## Counting gives the area, band edges give the height

The density of states of this ScSi₂Cl₂ metal can be estimated by hand from electron counts and a few band edges. For the bands that reach the Fermi level, a straight ramp comes close to all computed rows but the lowest. For the deeper bands, flat boxes give the right average but only a rough value for a single row.

Density of states of ScSi₂Cl₂ (P-3m1, unrelaxed 5-atom cell), computed with Ansatz 0.2.0 using scalar-relativistic r2SCAN without spin polarization, PAW plane waves to 500 eV, a 9×9×5 k-mesh and Fermi-Dirac smearing of 0.1 eV. Values are tetrahedron-method means over 0.50 eV bins; projections onto atomic orbitals are summed over the atoms of each element.

| bin centre from the Fermi level (eV) | total (states/eV/cell) | on Cl p (states/eV/cell) | on Si p (states/eV/cell) | on Sc d (states/eV/cell) | on Si s (states/eV/cell) |
| --- | --- | --- | --- | --- | --- |
| -9.78 | 0.00 | 0.00 | 0.00 | 0.00 | 0.00 |
| -9.28 | 3.38 | 1.39 | 0.04 | 0.06 | 1.78 |
| -8.78 | 2.58 | 0.97 | 0.06 | 0.04 | 1.35 |
| -8.28 | 1.00 | 0.35 | 0.02 | 0.02 | 0.52 |
| -7.78 | 0.76 | 0.21 | 0.03 | 0.01 | 0.40 |
| -7.28 | 1.29 | 0.83 | 0.26 | 0.01 | 0.16 |
| -6.78 | 3.20 | 2.46 | 0.62 | 0.02 | 0.06 |
| -6.28 | 3.11 | 2.26 | 0.53 | 0.05 | 0.22 |
| -5.78 | 3.62 | 2.64 | 0.73 | 0.05 | 0.13 |
| -5.28 | 5.06 | 3.96 | 0.83 | 0.08 | 0.08 |
| -4.78 | 0.15 | 0.12 | 0.01 | 0.00 | 0.01 |
| -4.28 | 1.66 | 0.79 | 0.32 | 0.09 | 0.38 |
| -3.77 | 2.75 | 1.41 | 0.52 | 0.15 | 0.53 |
| -3.27 | 3.38 | 2.10 | 0.38 | 0.19 | 0.63 |
| -2.77 | 0.05 | 0.03 | 0.01 | 0.00 | 0.01 |
| -2.27 | 0.00 | 0.00 | 0.00 | 0.00 | 0.00 |
| -1.77 | 0.29 | 0.03 | 0.13 | 0.03 | 0.03 |
| -1.27 | 1.94 | 0.26 | 0.78 | 0.19 | 0.28 |
| -0.78 | 2.82 | 0.33 | 1.21 | 0.58 | 0.14 |
| -0.28 | 4.36 | 0.43 | 1.92 | 1.37 | 0.19 |
| 0.23 | 6.18 | 0.78 | 2.20 | 2.52 | 0.18 |
| 0.72 | 6.32 | 0.81 | 2.43 | 2.38 | 0.21 |

## Which bands to count

Sc brings 3 outer electrons, two Si bring 8 and two Cl bring 14, which makes 25. Four of them sit in Cl s levels below the table. Two Si s and six Cl p orbitals form eight bands, which take 16 more. Five electrons are left for the bands above the gap at -2.27 eV.

The eight bands fall into groups of two, four and two. A nearly empty bin parts the middle group from the upper one. None parts the lower group from the middle one, so the border there is drawn just above the row of least density, at -7.78 eV. At each wave vector, two Si s orbitals can couple to at most two combinations of the six Cl p orbitals. Coupling pushes two bands down and two up, and leaves four in between with hardly any Si s.

The projections bear this out: Si s makes up about 52% of the lower group, 4% of the middle one and 20% of the upper one. Two coupled levels alone would leave nearly half the Si s weight for the upper group. The shortfall shows where the picture is too simple, for Si p takes part in these bands too. That the lower pair is bonding and the upper pair antibonding is theory; projected densities carry no signs of the orbitals.

## Boxes for the deep bands

Each band holds two electrons per cell. If $N$ bands spread evenly over a width $W$, their density is

$$g = \frac{2N}{W}.$$

Take the row at -9.28 eV. The lower group has two bands and fills four bins of 0.5 eV, so $g = 4/2.0 = 2.0$ states/eV/cell. The computed value is 3.38, so the estimate is about 40% too low. Real bands crowd at some energies and thin out at others, and a box has no means of knowing where.

The average of a group is a weak test, because full bands must hold a whole number of electron pairs. The single rows are the real test. Over the twelve rows in the boxes the typical (rms) miss is 1.1 states/eV/cell, against box heights of 2.0 to 3.2.

## A ramp for the bands at the Fermi level

Above the gap the density climbs. In the filled rows Si p and Sc d together supply about two thirds of it, and both grow towards the Fermi level. A plausible reason is that mixed Si p and Sc d bands set in one after another, so that more of them overlap at higher energy. This explains a rise, though not why it should be straight.

Let the ramp start at zero at the lower band edge, a distance $W$ below the Fermi level. The triangle up to the Fermi level must hold the $n = 5$ remaining electrons. Its height there is therefore $2n/W$, and at a distance $x$ above the edge

$$g(x) = \frac{2n}{W^2}\,x.$$

Take the row at -0.78 eV. The first occupied bin above the gap is centred at -1.77 eV, so the edge is taken at the lower end of that bin and $W = 2.02$ eV. The slope is $10/2.02^2 = 2.45$, and with $x = 2.02 - 0.78 = 1.24$ eV the estimate is 3.0 states/eV/cell. The computed value is 2.82.

The straight shape was chosen with these rows in view, so the worked row is not an independent test. Over the four filled rows the typical miss is 0.2 states/eV/cell, against computed values of 0.29 to 4.36. In the lowest of them, at -1.77 eV, the estimate is about twice the computed value. A free-electron square root with the same edge and area misses by 0.7, and a flat box by 1.5. The output below gives the estimate for every row.

## Where the estimate stops

Boxes and ramp together come within 25% of the computed value in 11 of 18 rows. The ramp also serves for the two rows above the Fermi level, whose states are unfilled, but it shouldn't be carried much further. Si p and Sc d orbitals form only a limited number of bands, so their part of the density must fall again at higher energy.

The ramp does worse at the Fermi level itself. There the same calculation gives 3.72 states/eV/cell, in an apparent dip that the bins hide, and the ramp is a third too high. Properties that depend on this one value, such as the electronic heat capacity, need a calculation on a finer mesh than this one, which would also show whether the dip is real. Equal spin populations were imposed as well, and a magnetic state could change this region.

The band edges were read off the computed table, and the rule doesn't supply them. They belong to this hypothetical, unrelaxed cell, whose Si–Cl contacts are unusually long. Shorter contacts would strengthen the coupling and push the lower and upper groups apart. The counts would stay the same as long as the groups can still be told apart.

With Ti in place of Sc, the same counting leaves six electrons above the gap instead of five. If the bands kept their shape, which is untested here, the Fermi level would move up the ramp.

Numerical output:

```
Hand estimate (states/eV/cell):
    row  estimate  estimate less computed
  -9.78         0                       0
  -9.28         2                   -1.38
  -8.78         2                   -0.58
  -8.28         2                       1
  -7.78         2                    1.24
  -7.28       3.2                    1.91
  -6.78       3.2                       0
  -6.28       3.2                    0.09
  -5.78       3.2                   -0.42
  -5.28       3.2                   -1.86
  -4.78         0                   -0.15
  -4.28     2.667                   1.007
  -3.77     2.667                -0.08333
  -3.27     2.667                 -0.7133
  -2.77         0                   -0.05
  -2.27         0                       0
  -1.77    0.6127                  0.3227
  -1.27     1.838                 -0.1019
  -0.78     3.039                  0.2189
  -0.28     4.264                -0.09571
   0.23     5.514                 -0.6658
   0.72     6.715                   0.395
Electrons in lower, middle group together: 12
Electrons in lower group: 3.86
Electrons in upper group: 3.895
Electrons in all rows below the gap at -2.27 eV: 15.99
Si s share of lower group (%): 52.46
Si s share of middle group (%): 3.993
Si s share of upper group (%): 19.77
Si p plus Sc d share of the filled top rows (%): 65.99
Rms miss of the boxes, 12 rows (states/eV/cell): 1.065
Rms miss of ramp, four filled top rows (states/eV/cell): 0.2071
Rms miss of flat box, same rows (states/eV/cell): 1.478
Rms miss of square root, same rows (states/eV/cell): 0.7036
Slope of ramp (states/eV/cell per eV): 2.451
Ramp at the Fermi level (states/eV/cell): 4.95
Excess of ramp over computed density at the Fermi level (%): 33.08
Rows estimated within 25 %, of 18 in boxes and ramp: 11
```
